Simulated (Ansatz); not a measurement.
# BP at 1 GPa: from Born charge to LO–TO splitting and polaron coupling

Computed with DFT LDA, scalar-relativistic, plane waves, PAW in Ansatz. Cutoff 420 eV, 10×10×10 k-points (Γ-centred), fixed occupations. No spin polarisation. Phonons by linear response, acoustic sum rule imposed.

The cell, relaxed at 1 GPa:
```
B P
1.0
     0.00000    2.24104    2.24104
     2.24104    0.00000    2.24104
     2.24104    2.24104    0.00000
B P
1 1
Direct
  0.00000 0.00000 0.00000
  0.75000 0.75000 0.75000
```

Linear response gives ν_TO = 825.4 cm⁻¹, Born charges ±0.658 e (positive on P) and ε∞ = 9.178. The primitive cell holds 22.510 Å³, and the masses are 10.810 and 30.974 amu.

**Question.** Find ν_LO and the static dielectric constant.

**Answer.** The long-wave field adds a restoring force: ω_LO² − ω_TO² = Z*²e²/(ε_vac ε∞ μV). In these units ν_LO² − ν_TO² = 4.92064×10⁷ Z*²/(μ V ε∞) cm⁻², with μ = m₁m₂/(m₁ + m₂) = 8.013 amu: 12877 cm⁻². So ν_LO = √(825.4² + 12877) = 833.1 cm⁻¹, and the run gives 833.1. Lyddane–Sachs–Teller then gives ε0 = ε∞ (ν_LO/ν_TO)² = 9.35, against 9.35 in the run (it forms both from the same three quantities, so the match checks the arithmetic only). Between ν_TO and ν_LO the dielectric function is negative and an undamped crystal reflects fully: a reststrahlen band from 12.0 to 12.1 μm.

**Question.** What do the Clausius–Mossotti polarisability and the Szigeti charge come to?

**Answer.** With the Lorentz local field, α = (3V/4π)(ε∞ − 1)/(ε∞ + 2) = 3.93 Å³ for the pair, and e_S = 3Z*/(ε∞ + 2) = 0.18 e. The Born charge includes the electrons' response to the dipole's own local field, and e_S takes that enhancement out. The Lorentz field assumes point-like polarisable ions, a poor picture once ε∞ is this large, since the electron clouds then overlap or are shared, so both numbers are formal here.

**Question.** How strongly does a slow electron couple to the LO mode?

**Answer.** For one isotropic parabolic band, Fröhlich's constant is α_F = (1/ε∞ − 1/ε0) √(m* Ry/ħω_LO), with Ry = 13.606 eV, ħω_LO = 103.3 meV and m* in free-electron masses: α_F = 0.0020 × 11.48 × √m* = 0.02 √m*. The band mass isn't part of this run; for m* = 0.1, 0.3 and 1 it gives 0.01, 0.01, 0.02. In weak coupling the polaron lies α_F ħω_LO below the band edge (1 meV at m* = 0.3) with a mass m*(1 + α_F/6); past α_F of about 5 or 6 that expansion fails. A semilocal functional's ε∞ tends to be too large, which taken alone lowers α_F.

Cost: 1 run of about 0.83 core-minutes, on Intel Xeon Processor @ 2.50GHz (Skylake/Cascade Lake) (shared hosts).

BP is only weakly polar in its lattice response: the LO mode at 833.1 cm⁻¹ lies barely above the TO mode at 825.4 cm⁻¹. The two atoms share their electrons almost evenly, so the Born charge is small, and the electronic screening weakens the long-range field further. The high frequencies themselves come from stiff covalent bonds and the light boron atom, not from ionic forces.

The positive charge on P runs against the usual electronegativity order. A Born charge measures the polarisation set up by a displacement, not the static charge on an atom, so the sign doesn't by itself make boron the anion. It probably reflects boron's compact 2p shell, which has no p core beneath it and draws bond charge towards boron.

Fröhlich coupling stays far inside the weak regime for all the masses tried, so polar coupling alone gives no reason to expect self-trapping. Carrier mobility doesn't follow from this, since deformation-potential scattering by acoustic and optical phonons can remain important when the polar coupling is small.
